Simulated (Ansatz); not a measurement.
Ligand exchange: C2H6ClGa + GeH3(NH2) → C2H8GaN + GeH3Cl

Gas-phase species: C2H6ClGa `C[CH2][GaH][Cl]`, singlet; GeH3(NH2), singlet; C2H8GaN `C[CH2][GaH][NH2]`, singlet; GeH3Cl (chlorogermane) `[Cl][GeH3]`, singlet. The partners trade Cl for NH2: Ga–Cl and Ge–NH2 bonds give way to Ga–NH2 and Ge–Cl.

Shapes, held fixed at every level: PBE0-D4/def2-TZVP. Flexible molecules stand in one conformer, not always the lowest. Programs: Ansatz 0.2.0. The zero-point and thermal change to 298 K, harmonic and unscaled (PBE0-D4/def2-TZVP), is -0.3 kJ/mol.

**Question.** Estimate ΔH(298 K) of this reaction.

**Answer.** The highest level, CCSD(T)/def2-TZVPP, gives ΔH(298 K) = +8.8 kJ/mol; the levels span +7.9 to +19.1. The column of differences is taken from that level and isn't an error. No measured value is set beside it here. Relativity is left out for Ga, Ge. Outer-core shells of Ga, Ge are correlated, in sets that cover them unevenly.

```json
{"level": "HF/def2-TZVPP", "kind": "Hartree–Fock", "ΔH(298 K) (kJ/mol)": "+19.1", "less CCSD(T)/def2-TZVPP": "+10.3"}
{"level": "r2SCAN0-D4/def2-TZVPP", "kind": "global hybrid", "ΔH(298 K) (kJ/mol)": "+10.5", "less CCSD(T)/def2-TZVPP": "+1.7"}
{"level": "wB97M-V/def2-TZVPP", "kind": "range-separated hybrid", "ΔH(298 K) (kJ/mol)": "+8.8", "less CCSD(T)/def2-TZVPP": "0.0"}
{"level": "wB97X-V/def2-TZVPP", "kind": "range-separated hybrid", "ΔH(298 K) (kJ/mol)": "+9.0", "less CCSD(T)/def2-TZVPP": "+0.2"}
{"level": "MP2/def2-SVP", "kind": "perturbation theory", "ΔH(298 K) (kJ/mol)": "+12.1", "less CCSD(T)/def2-TZVPP": "+3.3"}
{"level": "MP2/def2-TZVPP", "kind": "perturbation theory", "ΔH(298 K) (kJ/mol)": "+7.9", "less CCSD(T)/def2-TZVPP": "-0.9"}
{"level": "CCSD(T)/def2-SVP", "kind": "coupled cluster or CI", "ΔH(298 K) (kJ/mol)": "+11.7", "less CCSD(T)/def2-TZVPP": "+2.9"}
{"level": "CCSD(T)/def2-TZVPP", "kind": "coupled cluster or CI", "ΔH(298 K) (kJ/mol)": "+8.8", "less CCSD(T)/def2-TZVPP": "0.0"}
```

The exchange is mildly endothermic at every level, so chloride sits better on gallium and amide on germanium than the other way round. With the thermal term only -0.3 kJ/mol, this preference is electronic. Each side keeps one metal–chlorine and one metal–nitrogen bond, so most of the bond energy cancels and only a difference of differences remains. Gallium is the more electropositive centre, and the strongly polar Ga–Cl bond probably tips the balance. Nitrogen lone-pair donation into the empty p orbital of three-coordinate gallium should favour the products, but evidently doesn't outweigh the other contributions.

Hartree–Fock exaggerates the endothermicity, perhaps because it undervalues that donation, while MP2 in the larger basis slightly overshoots the correlation effect, ending 0.9 kJ/mol below CCSD(T). Enlarging the basis lowers both MP2 and CCSD(T) values, so the coincidence of wB97M-V with the highest level needn't survive a larger set. The preference applies to isolated monomers: amide and chloride bridges between gallium centres differ in strength, and association could shift or reverse it.
